### Question

Gallium nitride in the wurtzite structure is squeezed and stretched in several ways, and its band gap is calculated with r2SCAN for each cell. Hydrostatic strain changes all edges by the same percentage. Biaxial strain changes both in-plane edges at fixed height. Epitaxial strain does the same but lets the height relax, as in a film on a substrate. Uniaxial strain changes the height at fixed sides, and shear tilts the in-plane axes.

Wurtzite GaN (4-atom cell, a = 3.183 Å, c = 5.184 Å unstrained), calculated with Ansatz 0.2.0 using r2SCAN, plane-wave PAW, a 500 eV cutoff and a 12×12×6 k mesh, without spin polarisation. Strain is per length, or the engineering angle for shear, with atoms relaxed in each strained cell. Strains and gap changes are relative to the r2SCAN-relaxed unstrained cell.

```tsv
strain kind	strain (%)	band gap (eV)	band gap change (eV)
biaxial xy	-4.22	2.703	0.352
epitaxial xy	1.5	2.171	-0.180
epitaxial xy	2.5	2.027	-0.324
epitaxial xy	5.91	1.557	-0.793
hydrostatic	-5.46	3.518	1.168
hydrostatic	-4	3.202	0.852
hydrostatic	-3	2.987	0.637
hydrostatic	-2	2.773	0.423
hydrostatic	-1	2.561	0.211
hydrostatic	-0.5	2.456	0.105
hydrostatic	1	2.142	-0.209
hydrostatic	2	1.937	-0.414
hydrostatic	3	1.734	-0.616
hydrostatic	4	1.535	-0.816
shear xy	1	2.320	-0.030
uniaxial z	4.03	1.904	-0.446
```

(a) Find a simple rule for the hydrostatic rows and explain its sign.
(b) Which rows break this rule, and by how much?
(c) Name the cause, and test it on one row.

### Model answer

**(a)** The gap of GaN shifts by about 0.07 eV for each per cent of volume, or 0.2 eV for each per cent of length. Compression opens it and expansion closes it. With $V$ the volume of the cell and $V_0$ that of the unstrained cell, a one-constant fit to the ten hydrostatic rows gives

$$\Delta E_\text{vol} = -6.95\ \text{eV}\times\ln(V/V_0).$$

It holds to within 3 meV on those rows.

The sign follows from the two band edges, both at the zone centre Γ. The conduction edge is an antibonding state of mainly s character, while the valence edge is a bonding state made mostly of nitrogen p orbitals. Shorter bonds strengthen the coupling and drive the two apart.

**(b)** The other six rows break the rule, each with a smaller gap than its volume implies. The breaks run from some 20 meV at 1.5 % epitaxial strain to about a quarter of an electronvolt in the biaxial row. That cell has lost 8 % of its volume and should gain 0.60 eV of gap, but it gains only 0.35 eV. The uniaxial row falls short by 0.17 eV although its shape has changed in the opposite sense to that of the epitaxial rows. A cause that merely reversed with the change of shape would have put one of these groups above the line.

**(c)** That both senses of shape change close the gap points to a splitting of the valence edge; a shift of the conduction edge, taken up in the remarks, adds to the size of some breaks. In wurtzite the nitrogen p states at Γ form a pair, p$_x$ and p$_y$, and a single state p$_z$ along the $c$ axis. In unstrained GaN the pair lies slightly higher. The gap is measured from whichever state is on top, so a strain that drives pair and single state apart tends to close it.

The bond geometry decides which state rises. If $c$ grows relative to $a$, the three oblique bonds of each atom turn towards the $c$ axis, which strengthens the bonding of p$_z$, while the bond along $c$ lengthens and weakens it. The atoms relax inside the cell so as to even out the bond lengths, and the turning is then expected to win: p$_z$ sinks and the pair stays on top. If $c/a$ shrinks, p$_z$ loses bonding and overtakes the pair. A suitable measure of shape is

$$t=\ln(c/c_0)-\ln(a/a_0),$$

where $c_0$ and $a_0$ belong to the unstrained cell. Plotted against $t$, the break should look like a tent, with one slope for each state on top.

The epitaxial rows show the bend of this tent. Their gap closes by 120 meV per % up to the first row, by 144 meV per % up to the second, and by about 138 meV per % after that. A gently curved line would not speed up and then slow down. The natural reading is that p$_z$ takes over before the first row is reached.

The middle epitaxial row, at 2.5 %, serves as a test. A straight line through the breaks of the other two epitaxial rows is $0.036\ \text{eV}+2.64\ \text{eV}\times t$. The middle row entered neither this line nor the volume fit. It tests whether the break is straight on this side of the tent, not which orbital is on top. Its relaxed cell has $\ln(V/V_0)=0.0376$ and $t=-0.0365$, so that

$$\Delta E=-6.95\times0.0376+0.036-2.64\times0.0365=-0.32\ \text{eV}.$$

The calculation gives −0.324 eV, whereas volume alone would give −0.26 eV.

Shear is a separate case, because it changes neither the volume nor $t$. It makes two in-plane diagonals unequal and so splits the pair itself: one member rises and the other sinks. At 1 % shear the valence edge rises by 30 meV, while the conduction edge moves by less than 1 meV. By the mirror symmetry of the crystal, shear of the opposite sign must close the gap equally.

### Remarks on the reasoning

**What the constant 0.036 eV means.** Continued to $t=0$, the epitaxial line ends about 0.04 eV above the unstrained gap. In the model this is the distance by which p$_z$ lies below the pair in the unstrained crystal. Together with the slope of the uniaxial row, it puts the change of order near 0.3 to 0.4 % in-plane tension. That position is an extrapolation, and the orbital labels rest on theory. The line is also straight partly by cancellation: against hydrostatic cells of equal volume, the conduction edge lies about 0.03 eV high in the first two epitaxial rows but only 0.01 eV high in the third, and the rise of the valence edge is curved in the compensating sense. Spin-orbit coupling, which the calculation leaves out, amounts to roughly 10 to 20 meV in GaN and would soften the bend.

**Where the model fails.** With the pair on top, the break is not set by $t$ alone. The slope of the uniaxial row, 4.34 eV, applied to the biaxial row with $t=0.0431$, gives a break of $4.34\times0.0431=0.19$ eV, against 0.25 eV in the calculation. The two rows have nearly the same $t$, so a curved line in $t$ can hardly explain this. Their volumes have changed in opposite senses, and the slope may depend on volume. The two sides also have the wrong ratio for a pure splitting. If the mean of the three p states kept its distance from the conduction edge, the p$_z$ side would be twice as steep as the other, yet it is the flatter one. Some further effect of shape must act on all three states alike, and the band edges of the runs point to the conduction edge. Set against hydrostatic cells interpolated to the same volume, it lies about 0.14 eV lower in the biaxial row and 0.10 eV lower in the uniaxial one, while the valence edge lies 0.11 and 0.07 eV higher. At 5.91 % epitaxial strain the valence edge is 0.20 eV higher and the conduction edge has hardly moved. The energy zero of the program is not absolute, so this division is only indicative, but on that scale the conduction edge supplies over half of the break when $c/a$ grows.

**What to use in practice.** For a film under in-plane tension, volume gives most of the shift, and the correction grows from about an eighth of the total at 1.5 % to a quarter at 5.91 %. The biaxial row should not be read as a film under compression, because its height was held fixed and a large stress along $c$ remains. The unstrained gap in this calculation is 2.35 eV, far below the measured value of roughly 3.5 eV. The table therefore serves for estimating shifts rather than absolute gaps, and with a semilocal functional even the shifts are expected to come out somewhat small.

**A neighbouring case.** In wurtzite aluminium nitride the single state p$_z$ is already on top without strain, by a much larger margin than separates the states in GaN. In-plane tension only strengthens that order, so the bend near zero strain should vanish. It should appear instead under in-plane compression, once the pair has been lifted past p$_z$.

The output below lists the volume line, the break of each row and the slopes used here.

Output of the analysis:

```
fit of band_gap_change on 10 rows (hyd): coefficient of lnV -6.948 +/- 0.0056; rms 0.00154, worst hydrostatic 0.0024, leave-one-out rms 0.00186
  rows outside the fit (model, value, miss): biaxial xy 0.5992, 0.352, 0.247; epitaxial xy -0.1575, -0.18, 0.0225; epitaxial xy -0.261, -0.324, 0.063; epitaxial xy -0.6029, -0.793, 0.19; shear xy 0, -0.03, 0.03; uniaxial z -0.2745, -0.446, 0.171
Breaks from the volume line:
           row  100 ln(V/V0)  100 shape strain t  gap change eV  volume line eV  break meV
    biaxial xy        -8.623               4.312          0.352          0.5992     -247.2
  epitaxial xy         2.267                -2.2          -0.18         -0.1575     -22.51
  epitaxial xy         3.756              -3.652         -0.324          -0.261        -63
  epitaxial xy         8.677              -8.549         -0.793         -0.6029     -190.1
   hydrostatic        -16.84                   0          1.168            1.17     -2.403
   hydrostatic        -12.25                   0          0.852          0.8509      1.054
   hydrostatic        -9.138                   0          0.637          0.6349      2.069
   hydrostatic        -6.061                   0          0.423          0.4211      1.869
   hydrostatic        -3.015                   0          0.211          0.2095      1.498
   hydrostatic        -1.504                   0          0.105          0.1045     0.5122
   hydrostatic         2.985                   0         -0.209         -0.2074     -1.583
   hydrostatic         5.941                   0         -0.414         -0.4128     -1.209
   hydrostatic         8.868                   0         -0.616         -0.6162     0.1614
   hydrostatic         11.77                   0         -0.816         -0.8176      1.567
      shear xy             0                   0          -0.03               0        -30
    uniaxial z         3.951               3.951         -0.446         -0.2745     -171.5
largest miss of the volume line on hydrostatic rows, meV: 2.403
fall of the break per unit t, uniaxial row, eV: 4.34
fall of the break per unit t, biaxial row, eV: 5.733
rise of the break per unit t, outer epitaxial rows, eV: 2.639
middle epitaxial row less the line through the outer two, meV: -2.181
epitaxial line extrapolated to zero shape strain (crystal-field splitting), meV: 35.56
doublet-singlet splitting per unit t, from uniaxial and epitaxial slopes, eV: 6.979
estimated in-plane strain at the crossing, epitaxial, %: 0.3474
break at 1.5 % epitaxial if the uniaxial line went on, meV: 95.48
gap closing from 0 to the first epitaxial row, meV per %: 120
gap closing from the first to the second epitaxial row, meV per %: 144
gap closing from the second to the third epitaxial row, meV per %: 137.5
shear row, rise of the valence edge, meV: 29.89
shear row, shift of the conduction edge, meV: -0.41
```
